B-spline many-body code 1, no-pair Dirac: levels of Au75+ (Z = 79) with two electrons outside a closed 1s² core, nuclear rms radius 5.4371 fm. CI is configuration interaction in the frozen-core Dirac-Hartree-Fock potential; CI+MBPT adds screened core-valence correlation, Breit and QED. Energies are relative to the 2s² ground level.

```csv
configuration,term,j,parity,jj,term purity,lande g,energy CI (eV),"energy, CI+MBPT (eV)"
2s2,1S,0,even,"1/2,1/2",0.993,n/a,0,0
2s2p,3P,0,odd,"1/2,1/2",1.00,n/a,195.12,194.01
2s2p,3P,1,odd,"1/2,1/2",0.696,1.349,237.43,229.84
2p2,3P,0,even,"1/2,1/2",0.671,n/a,542.79,542.13
2s2p,3P,2,odd,"1/2,3/2",1.00,1.501,2223.8,2191.3
2s2p,1P,1,odd,"1/2,3/2",0.695,1.153,2318.2,2289.5
2p2,3P,1,even,"1/2,3/2",0.994,1.501,2520.7,2491.6
2p2,1D,2,even,"1/2,3/2",0.652,1.173,2548.8,2509.4
2p2,3P,2,even,"3/2,3/2",0.656,1.329,4562.7,4503.1
2p2,1S,0,even,"3/2,3/2",0.679,n/a,4625.0,4577.5
2s3s,3S,1,even,"1/2,1/2",0.999,2.002,12838,12802
2s3s,1S,0,even,"1/2,1/2",0.995,n/a,12874,12840
2s3p,3P,1,odd,"1/2,1/2",0.668,1.335,12929,12891
2s3p,3P,0,odd,"1/2,1/2",1.00,n/a,12926,12892
2p2s,3P,0,odd,"1/2,1/2",1.00,n/a,13078,13040
2p2s,3P,1,odd,"1/2,1/2",0.673,1.337,13083,13043
2p3p,3D,1,even,"1/2,1/2",0.741,0.6659,13137,13095
2p3p,3P,0,even,"1/2,1/2",0.670,n/a,13193,13155
2s3p,3P,2,odd,"1/2,3/2",1.00,1.501,13525,13482
2s3p,1P,1,odd,"1/2,3/2",0.671,1.165,13534,13490
2s3d,3D,1,even,"1/2,3/2",0.998,0.5007,13565,13519
2s3d,3D,2,even,"1/2,3/2",0.674,1.113,13574,13524
2s3d,3D,3,even,"1/2,5/2",1.00,1.334,13726,13676
2s3d,1D,2,even,"1/2,5/2",0.608,1.078,13735,13687
2p3p,3P,1,even,"1/2,3/2",0.493,1.498,13757,13711
2p3p,3D,2,even,"1/2,3/2",0.482,1.143,13767,13719
2p3d,3F,2,odd,"1/2,3/2",0.747,0.7656,13781,13731
2p3d,3D,1,odd,"1/2,3/2",0.506,0.8303,13811,13760
2p3d,3P,2,odd,"1/2,5/2",0.479,1.289,13959,13907
2p3d,3F,3,odd,"1/2,5/2",0.454,1.113,13962,13909
```

**Reading the table**

Au75+ has four electrons, two in the closed 1s shell and two outside it. Each row is a level of the outer pair. The column j is the total angular momentum $J$, the column jj gives the angular momenta $j_1, j_2$ of the two electrons, and the term $^{2S+1}L$ names the largest LS component, whose weight is the term purity. The Landé $g$ sets the splitting in a weak magnetic field. Energies are counted from the 2s² ground level, and CI+MBPT values are used unless CI is named. The two rows printed as "2p2s" near 13040 eV carry a wrong label: all four 2s2p levels already lie below 2300 eV, and parity, $J$, jj label and energy fit $2p_{1/2}3s_{1/2}$. The list is not complete: it crosses the wide energy interval between 4578 and 12802 eV but stops before any level with one $2p_{3/2}$ electron and one electron in $n=3$.

The ten levels with both electrons in $n=2$ fall into three clumps, at 0 to 542 eV, 2191 to 2509 eV and 4503 to 4578 eV. The four rows of 2s2p carry the argument: $^3P_0$ at 194.01 eV, $^3P_1$ at 229.84 eV, $^3P_2$ at 2191.3 eV and $^1P_1$ at 2289.5 eV. The printed analysis after the text holds the residuals row by row.

**The tempting reading: a singlet-triplet gap**

The level named $^1P_1$ lies 2059.7 eV above the one named $^3P_1$. In a light atom that interval is, to first order, twice the exchange energy $K$, by which parallel spins are favoured, and the triplet is a narrow group whose intervals follow the Landé rule, $(^3P_2-{}^3P_1):(^3P_1-{}^3P_0)=2$. This is the limit in which exchange is much stronger than spin-orbit coupling.

The table contradicts it. The two triplet intervals are 1961.5 and 35.8 eV, a ratio of 54.7, and $^3P_2$ sits only 98.2 eV below the supposed singlet. The size is wrong as well. For non-relativistic hydrogenic 2s and 2p orbitals $K=\tfrac{15}{512}Z$ hartree, which is 63.0 eV at $Z=79$, so exchange offers a gap of about 126 eV, a sixteenth of what is needed. That estimate gives a size only, but neither screening nor relativistic change of the orbitals could plausibly make up a factor of sixteen.

A fit to all ten $n=2$ rows with four parameters (a constant, the number of p electrons, $S$, and the diagonal value of $\mathbf L\cdot\mathbf S$) leaves an rms error of 599 eV, more than a quarter of the clump spacing. It gives 2p² $^1D_2$ and $^1S_0$ the same energy, yet they lie 2068 eV apart, in different clumps. A fuller LS model would let electron repulsion separate the two, but only by an amount of the order of $K$.

**The opposite limit: counting $2p_{3/2}$ electrons**

If spin-orbit coupling is the stronger, each electron first couples its own $l$ and $s$ to $j$, and the energy is a sum of one-electron energies. In the Dirac equation for a point charge $2s_{1/2}$ and $2p_{1/2}$ are degenerate and $2p_{3/2}$ lies far above, so the clumps should hold zero, one and two $2p_{3/2}$ electrons. The jj column assigns every one of the ten rows in just this way. A three-parameter fit to the same rows, a constant plus one energy per $2p_{1/2}$ and one per $2p_{3/2}$ electron, has an rms error of 36 eV, and replacing $2p_{1/2}$ by $2p_{3/2}$ costs 2013 eV. The constant and the $2p_{1/2}$ energy trade against each other and mean little singly. The worst row, 2s2p $^3P_2$, is 57 eV off. Such residuals are far above the rounding of the table and of the size of $K$, which is what the neglected electron repulsion should leave.

**Both effects together**

Exchange and spin-orbit coupling add, and for an sp pair the sum can be solved exactly. Let $E$ be the midpoint between singlet and triplet and $\zeta$ the spin-orbit constant of the p electron, whose $j$ splitting is $\tfrac32\zeta$. The levels $J=0$ and $J=2$ occur once, are pure triplets and pure jj states at the same time, and have purity 1.00 in the table:

$$E(^3P_0)=E-K-\zeta,\qquad E(^3P_2)=E-K+\tfrac12\zeta .$$

The two $J=1$ states are mixed by the spin-orbit term,

$$H=\begin{pmatrix}E-K-\tfrac12\zeta & \zeta/\sqrt2\\ \zeta/\sqrt2 & E+K\end{pmatrix},$$

with gap $\Delta=\sqrt{d^2+2\zeta^2}$, $d=2K+\tfrac12\zeta$, and purity $\tfrac12(1+d/\Delta)$. For $\zeta\to0$ the gap is $2K$ and the purity 1. For $K\to0$ the gap is $\tfrac32\zeta$ and the purity $\tfrac12(1+\tfrac13)=\tfrac23$. The LS basis is therefore not wrong in itself. The first reading fails because it drops the off-diagonal element.

The numbers follow in three steps. First, $^3P_2-{}^3P_0=\tfrac32\zeta=1997.3$ eV gives $\zeta=1331.5$ eV. Second, the trace of $H$ minus the two pure levels equals $2K$, and this is the sum of the two small intervals, $35.8+98.2=134.0$ eV, so $K=67.0$ eV. Third, $d=134.0+665.8=799.8$ eV, $\Delta=\sqrt{799.8^2+2\cdot1331.5^2}=2045.9$ eV, and the purity is $\tfrac12(1+799.8/2045.9)=0.6955$. The two $J=1$ rows entered through their sum only, so their gap and their purity were not fitted and can check the model.

The table gives purities of 0.696 and 0.695, agreement at the level of its rounding. The $K$ extracted from the levels is close to the hydrogenic 63.0 eV, and $\zeta/K=19.9$. Of the 2059.7 eV between the "singlet" and the "triplet", 1997.3 eV is the one-electron $j$ splitting. The true singlet-triplet information is hidden in the small intervals inside the clumps.

The energy is reproduced less well. The model gap is 13.8 eV short, 0.7% of the tabulated gap, but this places each $J=1$ level 6.9 eV off, a fifth of the 35.8 eV interval. With the CI energies the same model misses by only 2.5 eV, so most of the misfit comes with the terms added in CI+MBPT. The Breit interaction between the valence electrons depends on $J$ and has no place in the model, which makes it a likely source, though the run does not isolate it. The remainder is plausibly due to the single $K$, since $2p_{1/2}$ and $2p_{3/2}$ have different radial functions at this charge.

The magnetic dipole lines of the same calculation tell the same story. Only the triplet part of a $J=1$ level can reach $^3P_0$ by such a line in the non-relativistic limit. By the squares of the reduced elements, which are not printed here, the "singlet" holds about 30% of the summed strength of the two lines, next to a triplet share of $1-0.695=0.305$.

**How large is the $j$ splitting: leading order or full Dirac?**

The usual fine-structure formula is the small-$Z\alpha$ limit,

$$\Delta E_{nl}=\frac{mc^2(Z\alpha)^4}{2n^3\,l(l+1)},$$

with $\alpha$ the fine-structure constant and $mc^2=511.0$ keV. At $Z\alpha=0.5765$ it gives $511.0\ \text{keV}\times0.1105/32=1764$ eV for 2p. The Dirac energies for a point charge, with $\gamma=\sqrt{1-(Z\alpha)^2}$, are $mc^2\sqrt{1-(Z\alpha)^2/4}$ for $2p_{3/2}$ and $mc^2\sqrt{(1+\gamma)/2}$ for $2p_{1/2}$. Their difference is 2237 eV.

Each misses the tabulated 1997.3 eV by about 12% of that value, so size alone decides nothing. The sign does. The main effect of the other electrons is to screen the nucleus, which lowers the splitting from its bare value. The Dirac formula starts above the table and needs a charge smaller than 79 by 1.95, a natural amount for an electron with a 1s pair inside it. The leading-order formula starts below and needs a charge larger than 79 by 2.49. The 3p splitting, 590 eV from 2s3p $^3P_2-{}^3P_0$, repeats the pattern, with screening 2.09 in the Dirac formula and $-2.43$ in leading order. The CI energies lead to the same verdict.

The 3d splitting, 157 eV from 2s3d $^3D_3-{}^3D_1$, does not decide: both formulas start above it (174 and 185 eV) and need positive screening, about 2.0 and 3.1. The reason lies in the expansion parameter, which is $(Z\alpha/\kappa)^2$ with $|\kappa|=j+\tfrac12$. It is 0.33 for $p_{1/2}$, whose small component reaches the nucleus like an s wave, and 0.08 for $d_{3/2}$. Full Dirac exceeds leading order by 27% for both p shells and by 6% for 3d. A screening near three suits a 3d electron that stays outside the three inner ones, but these constants also absorb nuclear size, Breit and QED, and the full Dirac ones move by 0.25 to 0.46 between CI and CI+MBPT, so they are not counts of electrons. The calculation is itself built on the Dirac equation. The comparison shows which shortcut reproduces it and is no test of relativity.

**What $g$ can and cannot say**

Coupling the two one-electron $g_j$ to $J$ gives 1.334 for the lower and 1.167 for the upper $J=1$ level of 2s2p, against 1.349 and 1.153 in the table and 1.501 and 1.000 for pure terms. Over the 16 rows with $J>0$ and purity below 0.9 the rms error is 0.009 for jj and 0.156 for LS. This evidence is not independent of the purity: weighting the two LS values with 0.696 returns 1.3488 for $^3P_1$. That match suggests that the column is formed from LS weights with the free-electron spin factor, without the relativistic binding correction that a measured $g$ would show at this charge.

Two of these 16 rows cannot tell the schemes apart, because jj and LS predict the same $g$. One is 2p3p $^3P_1$, with $g=1.498$ and a purity of only 0.493, which shows that a pure-looking $g$ does not prove a pure term. The other is 2p3p $^3D_2$, the worst row, 0.024 below both predictions. It shares $J$ and parity with the two 2s3d $J=2$ levels, which lie above their jj values, and the three $g$ sum to 3.334 in the table and in jj coupling. A conserved sum is what mixing among these three would give. It says nothing on the coupling scheme, since the LS values have the same sum.

**From CI to CI+MBPT**

The second level of theory lowers every excited level. In $n=2$ the mean shifts follow the clumps, $-2.3$, $-32.4$ and $-53.5$ eV, with a spread of 8 to 12 eV inside each clump, and the 2p splitting shrinks by 1.5% of its CI value. The clump structure is thus complete in CI, while the small intervals are not: $^3P_1-{}^3P_0$ goes from 42.3 to 35.8 eV.

It would be a mistake to call these shifts correlation, because core-valence correlation, Breit and QED enter together, and the last two are known to be large at such a charge. The standard picture is that the QED self-energy raises 2s and so lowers every excitation out of it, while Breit raises $2p_{1/2}$ more than either 2s or $2p_{3/2}$. The two would then largely cancel for $2s\to2p_{1/2}$ and not for $2s\to2p_{3/2}$. The 2s2p shifts of $-1.11$ eV for $^3P_0$ and $-32.5$ eV for $^3P_2$ agree with this picture without proving it.

One order of levels hangs on these terms. 2s3p $^3P_1$ lies 3 eV above $^3P_0$ in CI and 0.7 eV below it in CI+MBPT, a margin too small against shifts of more than 30 eV to count as settled. The one outside comparison is the ionisation energy, which falls by 49.4 eV to 22509 eV, 0.04% above a tabulated value of 22500 eV. That value is theory, and it bears on the binding of 2s rather than on the intervals. The errors known for this method in Ca, Ba, Ra, Hg and Pb concern heavy many-shell cores and give no error bar here.

**Moving along the sequence**

Exchange grows as $Z$ and $\zeta$ as $Z^4$ or faster, so $\zeta/K$ grows at least as $Z^3$. Expanding the purity about the jj limit gives $\tfrac23+\tfrac{16}{27}K/\zeta$, which is $0.667+0.030$ at $\zeta/K=19.9$, in line with the table. A Be-like ion a few units heavier should have clumps spaced more widely and purities slightly nearer to $\tfrac23$, while the two small 2s2p intervals, whose sum is $2K$, grow far more slowly. At half the nuclear charge the ratio drops by a factor of eight or more, to about 2.5 or less, where neither limit holds and the two-by-two matrix is needed in full. Within this ion the same logic applies to $n$: the 2s and 3p orbitals overlap less, exchange is weaker against the splitting, and the 2s3p $J=1$ purities, 0.668 and 0.671, are already close to $\tfrac23$.

The analysis program printed:

```
rounding floor: 0.005-0.05 eV (n=2), 0.5 eV (n=3), 0.0005 in purity and g; energies CI+MBPT unless named
n=2 level | n(2p3/2) | resid LS fit | resid j count | shift CI+MBPT - CI (eV)
2s2 1S0   0   -225.4    31.8    0.00
2s2p 3P0  0    673.6   -41.6   -1.11
2s2p 3P1  0   -283.6    -5.8   -7.59
2p2 3P0   0   -673.3    39.1   -0.66
2s2p 3P2  1   -308.3   -57.1  -32.50
2s2p 1P1  1    369.1    41.1  -28.70
2p2 3P1   1    283.1   -24.2  -29.10
2p2 1D2   1  -1105.9    -6.4  -39.40
2p2 3P2   2    308.5   -25.5  -59.60
2p2 1S0   2    962.2    48.9  -47.50
LS fit (4 par): c 225, per p 1695, per S -414, A 993 eV; rms 599, worst 2p2 1D2
j count (3 par): c -32, p1/2 267, p3/2 2280, diff 2013 eV; rms 36, worst 2s2p 3P2
mean shift by n(2p3/2)=0,1,2: -2.3 (spread 7.6), -32.4 (spread 10.7), -53.5 (spread 12.1) eV
hydrogenic K=15Z/512 Ha: Z=79 63.0, Z=77 61.4 eV; 2K(79) 126 eV
CI 2s2p: 3P1-3P0 42.3, 3P2-3P1 1986.4, ratio 46.9 (Lande 2); 1P1-3P2 94.4; 1P1-3P1 2080.8 eV
  sp model: zeta 1352.5, K 68.4 eV, zeta/K 19.8; J=1 gap 2078.3 (table-model 2.5 eV); purity 0.6956
CI+MBPT 2s2p: 3P1-3P0 35.8, 3P2-3P1 1961.5, ratio 54.7 (Lande 2); 1P1-3P2 98.2; 1P1-3P1 2059.7 eV
  sp model: zeta 1331.5, K 67.0 eV, zeta/K 19.9; J=1 gap 2045.9 (table-model 13.8 eV); purity 0.6955
table purity 3P1 0.696, 1P1 0.695, jj limit 0.667; g(3P1) from purity 1.3488 vs table 1.349
Z alpha = 0.5765; screening = 79 - charge needed (negative: unphysical)
2p: CI 2028.7, CI+MBPT 1997.3 (-31.4 eV, -1.5%); bare Z: leading 1764, Dirac 2237 eV
  screening (CI, CI+MBPT): leading -2.81, -2.49; Dirac 1.68, 1.95
3p: CI 599.0, CI+MBPT 590.0 (-9.0 eV, -1.5%); bare Z: leading 523, Dirac 666 eV
  screening (CI, CI+MBPT): leading -2.74, -2.43; Dirac 1.84, 2.09
3d: CI 161.0, CI+MBPT 157.0 (-4.0 eV, -2.5%); bare Z: leading 174, Dirac 185 eV
  screening (CI, CI+MBPT): leading 1.54, 2.03; Dirac 2.61, 3.07
mixed rows (purity<0.9): level purity g(table) g(jj) g(LS)
2s2p 3P1 0.696 1.349 1.334 1.501 | 2s2p 1P1 0.695 1.153 1.167 1.000
2p2 1D2 0.652 1.173 1.167 1.000 | 2p2 3P2 0.656 1.329 1.334 1.501
2s3p 3P1 0.668 1.335 1.334 1.501 | 2p2s 3P1 0.673 1.337 1.334 1.501
2p3p 3D1 0.741 0.666 0.666 0.499 | 2s3p 1P1 0.671 1.165 1.167 1.000
2s3d 3D2 0.674 1.113 1.100 1.167 | 2s3d 1D2 0.608 1.078 1.067 1.000
2p3p 3P1 0.493 1.498 1.501 1.501 | 2p3p 3D2 0.482 1.143 1.167 1.167
2p3d 3F2 0.747 0.766 0.766 0.666 | 2p3d 3D1 0.506 0.830 0.833 0.499
2p3d 3P2 0.479 1.289 1.290 1.501 | 2p3d 3F3 0.454 1.113 1.111 1.084
g rms over 16 rows: jj 0.0093, LS 0.1563; worst jj 2p3p 3D2 -0.024
sum of g, even J=2 n=3 (3 rows): table 3.334, jj 3.334
IE shift -49.4 eV; IE - tabulated theory 9.2 eV (0.04%); n=3 shifts -53 to -34 eV
2s3p 3P1-3P0: CI 3, CI+MBPT -0.7 eV
```
